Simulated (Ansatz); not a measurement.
# Mo: energy change per atom and pressure against volume scale

All results are calculated (Ansatz 0.2.0). Plane-wave DFT, scalar-relativistic PAW made under PBE with cores redone for the functional, no dispersion; the given relaxed cell is scaled uniformly, energy at zero smearing counts from the unscaled cell, pressure at the given Fermi-Dirac smearing is positive in compression.

The cell before it is scaled or strained (space group Fd-3m, No. 227):
```
cell vectors (Å)
   0.0000     2.8257     2.8257
   2.8257     0.0000     2.8257
   2.8257     2.8257     0.0000
atoms (fractions of the cell vectors)
Mo  0.12500  0.12500  0.12500
Mo  0.87500  0.87500  0.87500
```

Settings of every row: spin polarised no; functional r2SCAN; wave cutoff 500 eV; smearing width 0.1 eV; k mesh 11x11x11.

Atom starting moment: 0 on all atoms.

Limits: some atoms lie unusually close (a squeezed, shaken or made-up cell).

```
row  volume scale  V (Å³/atom)  energy change per atom (meV)  pressure (GPa)
  1          0.88       19.855                             ?               ?
  2          0.92       20.757                         55.26           10.94
  3          0.96        21.66                         12.32            4.93
  4          1.04       23.465                         12.56           -3.95
  5          1.08       24.367                         45.52           -7.23
  6          1.12       25.269                         95.24           -9.93
```

Question: what energy change per atom and pressure should row 1 give?

Worked fit of energy change per atom. Take u = (V_r/V)^(2/3) − 1 with V_r = 23.465 Å³ an atom, which is twice the finite (Eulerian) strain; such expansions in the strain, on which the Birch-Murnaghan equation of state is built, carry the rest volume and the bulk modulus. The shown rows have u = 0.08519, 0.05481, 0, -0.02483, -0.04818. Least squares give energy change per atom = 12.546 − 915.249 × u + 16628.22 × u² meV; a straight line predicts inner rows, each left out in turn, worse (root mean square 32 against 0.023 meV). The rows lie off it by 0.01, -0.01, 0.01, 0.00, 0.00. Its lowest point lies at u = 0.0275, or V = 22.53 Å³ an atom, and the curvature there gives the bulk modulus at fixed shape and fractions, B = (4/9)(1 + u)² E″(u)/V = 111 GPa. The withheld row has u = 0.11781, so the fit gives 12.546 − 915.249 × (0.11781) + 16628.22 × (0.11781)² = 135.51 meV.

The calculation gave 136.13 meV. The fit lies 0.62 meV (0.5 % of the column's range) below it; its largest miss of a shown row is 0.01 meV. This row lies beyond the range of the fit.

Worked fit of pressure. Take u = (V_r/V)^(2/3) − 1 with V_r = 23.465 Å³ an atom, which is twice the finite (Eulerian) strain; such expansions in the strain, on which the Birch-Murnaghan equation of state is built, carry the rest volume and the bulk modulus. The shown rows have u = 0.08519, 0.05481, 0, -0.02483, -0.04818. Least squares give pressure = −3.966 + 141.925 × u + 385.08 × u² GPa; a straight line predicts inner rows, each left out in turn, worse (root mean square 0.76 against 0.05 GPa). The rows lie off it by 0.02, -0.04, 0.02, 0.02, -0.02. The pressure vanishes at u = 0.0261, or V = 22.58 Å³ an atom, and there the bulk modulus at fixed shape and fractions is B = −V dP/dV = (2/3)(1 + u) dP/du = 111 GPa. The withheld row has u = 0.11781, so the fit gives −3.966 + 141.925 × (0.11781) + 385.08 × (0.11781)² = 18.10 GPa.

The calculation gave 18.35 GPa. The fit lies 0.25 GPa (1.4 % of the value, 0.88 % of the column's range) below it; its largest miss of a shown row is 0.04 GPa. This row lies beyond the range of the fit.
